The molecule CHAl is a bent chain, with carbon bound to both hydrogen and aluminium. Its singlet–triplet gap is the triplet energy less the singlet energy at the same atomic positions. Full configuration interaction (FCI) solves the electron problem exactly within the chosen orbitals, and the table compares approximate levels with it.

Errors in the vertical singlet–triplet gap (triplet less singlet) of neutral CHAl relative to FCI, calculated with Ansatz 0.2.0 in the 6-31G basis with frozen cores, at the PBE0/def2-TZVP geometry. The prefix R marks a restricted treatment, also for the open-shell triplet.

```csv
level,"this level less the reference (FCI, same basis) (meV)"
RHF,-1220.0
RMP2,-695.0
RCCSD,-271.0
RCCSD(T),-27.0
BCCD(T),-67.0
RCCSDT,-26.0
RCCSDT(Q),45.0
RCCSDTQ,-3.0
CASSCF valence,105.0
NEVPT2 valence,-2.0
MRCISD valence,-18.0
MRCISD+Q valence,-24.0
```

*Which state is lower, and does any level reverse the order?* The FCI gap is −0.755 eV, so the triplet is lower. A negative error in the table therefore means that a level favours the triplet too much. The largest, that of restricted Hartree–Fock (RHF), gives a gap of −0.755 − 1.220 = −1.975 eV. Even CASSCF, which errs furthest in the opposite direction, leaves the triplet lower by 0.65 eV, so no level reverses the order.

*Why does RHF favour the triplet so strongly?* RHF describes each state by one arrangement of electrons in orbitals, a single determinant. Exchange already keeps electrons of parallel spin apart, but RHF does not correlate the motion of electrons with opposite spins. The singlet has one more such pair among its outer electrons, and so loses more by this neglect. This argument holds for most molecules and gives the sign of the error.

In CHAl a second cause joins it: the singlet is a mixture of several arrangements. In a single closed-shell determinant every orbital holds two electrons or none. The valence wave function of the singlet instead has one orbital with about 1.6 electrons and another with about 0.4. Moreover, two closed-shell determinants that place an electron pair in orbitals of different symmetry lie only 58 meV apart. RHF has to choose one arrangement where the true state uses more. The coupled-cluster runs for the singlet start from the higher of these two determinants, so the size of their errors belongs to that choice.

Hydrogen pulled apart is the simplest case of this kind. Its singlet needs two configurations, one with both electrons in the bonding orbital and one with both in the antibonding orbital. Its triplet, with one electron in each, needs only one determinant, so RHF puts the singlet much too high. CHAl goes only part of this way, since at full separation the two orbitals of hydrogen would hold one electron each.

*If two electrons cause the trouble, why are double excitations not enough?* In hydrogen they would be, because it has no other electrons. In CHAl the other valence electrons must adapt to the second configuration as well. That configuration is already a double excitation of the first, so exciting one more electron makes a triple excitation, and exciting two more makes a quadruple. Coupled cluster with singles and doubles (RCCSD) obtains some of these as products of simpler excitations, but not all. The second configuration is not the only difficulty. In the coupled-cluster runs for the singlet, the largest single excitation has a greater amplitude than the largest double, a sign that the starting orbitals themselves fit the state poorly. Adapting them is no cure by itself, however: BCCD(T), which rotates the orbitals to remove the single excitations, errs by −67 meV, more than RCCSD(T) with −27 meV. Its singlet run also carries a warning, because a check by full CI in a small set of orbitals changes the energy by about 0.11 eV.

For the higher excitations, the table follows this reasoning. RCCSD removes 78% of the RHF error in the gap and still leaves −271 meV. Estimating the triples by perturbation theory, which is what the bracketed letter in RCCSD(T) means, reduces the error to −27 meV. The triples thus matter greatly here, although they are only a correction to a correction.

*Can the gap error be traced to one of the two states?* The error of the gap is the triplet error less the singlet error. If a method describes the triplet well, the gap error is simply the singlet error with its sign reversed. The singlet energies of the same calculations allow a test, with RCCSDTQ, which includes full triples and quadruples, as the zero. RCCSD then places the singlet 360 meV too high and the triplet only 92 meV too high.

A straight line through zero was fitted to the five coupled-cluster levels that are simpler than RCCSDTQ; the output after the text gives the details. It says that about 0.74 of the singlet error appears in the gap, because the triplet is not perfect either. For RCCSD(T), whose singlet lies 55 meV too high, the estimate is −0.74 × 55 ≈ −41 meV, against −27 − (−3) = −24 meV found. This row was part of the fit and is its worst. RCCSD largely fixes the slope, so the line supports the reasoning but is no precise rule.

*Why does adding quadruples by perturbation theory make the gap worse?* Going from RCCSDT to RCCSDT(Q) changes the error from −26 to +45 meV. The estimated quadruples lower the singlet by 77 meV, whereas the full treatment lowers it by only 30 meV. The triplet is hardly affected by this overshoot: RCCSDT(Q) places it within about 1 meV of RCCSDTQ. The fault therefore lies in the singlet, and the gap error changes sign with it.

The standard explanation is near-degeneracy. Perturbation theory assumes that the added excitations are small and divides their couplings by energy differences. When a second configuration lies close and has a large weight, that assumption is poor and the correction can overshoot. A higher rung of the ladder is thus no sure improvement when its new excitations are only estimated and the state is not simple.

*How can CASSCF do well while neglecting most of the remaining correlation?* CASSCF mixes all arrangements of the eight valence electrons in nine valence orbitals, and so treats the competing configurations on an equal footing. This shifts the gap by 1325 meV from the RHF value and leaves an error of only +105 meV. Yet both total energies remain about 1 eV too high, because the fine avoidance of electrons at short distance needs many more orbitals. Some 89% of the singlet error cancels against that of the triplet.

Here the picture of a poor singlet beside a good triplet fails. The line fitted to coupled cluster would predict a gap error of about −0.7 eV for CASSCF, far from the small positive one found. Once the valence configurations are in place, what remains to be described is much alike in the two states. A small gap error can thus arise in two ways: from two good energies, or from two equally poor ones.

NEVPT2, which adds the remaining correlation to CASSCF by perturbation theory, shows the second way most clearly. Its gap error of −2 meV is the smallest in the table, but it places both states about 280 meV too high. RCCSDTQ has nearly the same gap error, −3 meV, and far lower energies. For this gap the two serve equally well; for a reaction energy, in which the partners may not share the same error, the agreement would be no guarantee.

*What would the same ladder of methods do for a molecule with a simple singlet?* In AlH₃ the outer electrons fill three ordinary bonds, and one determinant describes the ground state well. RHF should still favour the triplet, since exciting an electron breaks up a pair whose correlation it neglects. But without a strong second configuration, triples and quadruples should matter less, and the perturbative corrections should behave better. To judge a neighbouring case, one therefore looks first at the orbital occupations of each state: values far from two and zero in a singlet warn of slow progress up the ladder.

*Which digits can be trusted?* Within this basis and with frozen cores, the FCI gap is the exact answer, so −0.755 eV can be quoted as a statement about the model. Among the approximate levels, agreement to a few meV says little by itself. RCCSD(T) and RCCSDT differ by only 1 meV in the gap, although their singlet energies differ by 24 meV. It would be wrong to conclude that full triples change nothing.

For the real molecule even the first decimal is open. The basis, 6-31G, lacks polarisation functions, which let the electron cloud deform around each atom, and they can shift such a gap by a tenth of an eV or more, as a rough recalled size. FCI cannot repair this, because it is exact only for the orbitals it is given. The errors in the table rank the treatments of correlation, not their agreement with experiment.

Aluminium–carbon bonds also occur in precursors from which alumina gate dielectrics are grown. If a reactive fragment with unpaired or nearly unpaired electrons appears in a model of such growth, this example advises checking the character of each spin state before choosing a method. It says nothing about the growth itself.

The analysis program printed:

```
Gap and energies of both states above RCCSDTQ (meV):
               row    gap  singlet  triplet
               RHF  -1975      n/a      n/a
              RMP2  -1450      n/a      n/a
             RCCSD  -1026    360.3    92.27
          RCCSD(T)   -782    54.68    30.68
           BCCD(T)   -822    94.94    30.94
            RCCSDT   -781    30.26    7.263
         RCCSDT(Q)   -710   -47.15     0.85
           RCCSDTQ   -758        0        0
    CASSCF valence   -650    957.3     1065
    NEVPT2 valence   -757    278.9    279.9
    MRCISD valence   -773    58.58    43.58
  MRCISD+Q valence   -779    38.01    17.01
fit of gapdev on 5 rows (cc == 1): coefficient of singlet -0.7376 +/- 0.029; rms 9.83, worst RCCSD(T) -16.3, leave-one-out rms 14
  rows outside the fit (model, value, miss): RCCSDTQ 0, 0, 0; CASSCF valence -706.1, 108, -814; NEVPT2 valence -205.7, 1, -207; MRCISD valence -43.2, -15, -28.2; MRCISD+Q valence -28.04, -21, -7.04
Shift of the gap from RHF to valence CASSCF (meV): 1325
Share of the RHF gap error removed by RMP2 (%): 43.03
Share of the RHF gap error removed by RCCSD (%): 77.79
Shift of the gap by perturbative triples on RCCSD (meV): 244
Shift of the gap by perturbative quadruples on RCCSDT (meV): 71
Shift of the gap by full quadruples on RCCSDT (meV): 23
Singlet lowering by perturbative quadruples (meV): 77.41
Singlet energy of RCCSD(T) above RCCSDT (meV): 24.42
Share of the CASSCF singlet error that cancels in the gap (%): 88.72
Singlet electrons outside the four fullest natural orbitals: 0.5715
Distance of the two closed-shell determinants (meV): 58.3
```
